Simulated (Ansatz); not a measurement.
## BNH3 (SMILES B[NH]): methods side by side

The species is BNH3 (5 atoms), meant as a doublet with charge 0. As SMILES, `B[NH]`. Geometry: optimised at PBE0/def2-SVP.

```xyz
5

B    -0.3059   -0.3794   -0.0671
N     0.5485    0.6360    0.0462
H    -0.4565   -1.1597    0.8612
H    -0.9460   -0.5433   -1.0927
H     1.2098    1.3728    0.2109
```

Quantity: the dissociation energy of the H3–B1 bond into doublet H and singlet BNH2 (shapes relaxed at PBE0/def2-SVP, no zero-point term), in eV. The values are calculated.

```csv
level,kind,program,value (eV)
UHF/def2-TZVPP,Hartree–Fock,Ansatz,1.26
USVWN5/def2-TZVPP,LDA,Ansatz,1.42
UPBE/def2-TZVPP,GGA,Ansatz,1.25
U-r2SCAN/def2-TZVPP,meta-GGA,Ansatz,1.41
UB3LYP/def2-TZVPP,global hybrid,Ansatz,1.30
UCAM-B3LYP/def2-TZVPP,range-separated hybrid,Ansatz,1.28
UB2PLYP/def2-TZVPP,double hybrid,Ansatz,1.10
RPA@PBE/def2-TZVPP,RPA,Ansatz,1.12
```

The values span 1.10 to 1.42 eV. A fragment with an even electron count was run as a singlet and may have a lower triplet. Measured bond enthalpies also hold zero-point and thermal terms, a few tenths of an eV less.

Breaking this B–H bond costs far less than breaking a typical two-electron B–H bond, at every level listed. The reason lies in the product. In H2B–NH the unpaired electron sits mainly in a nitrogen p orbital, in the plane of the BH2 group, while the nitrogen lone pair already donates into the empty boron p orbital. When hydrogen leaves, the electron left on boron can pair with the one on nitrogen, giving a second π interaction and, presumably, linear iminoborane, HBNH. The low value therefore reflects β-scission of a radical, with B–N bonding gained as B–H bonding is lost, and not an intrinsically weak B–H bond.

This exchange of one electron pair for another probably also explains why Hartree–Fock, at 1.26 eV, lies so close to PBE, at 1.25 eV, since much of the correlation energy cancels. All the methods support an endothermic loss of hydrogen, but the reaction energy alone doesn't establish the radical's kinetic lifetime, which also depends on the barrier to hydrogen adding back to the product.
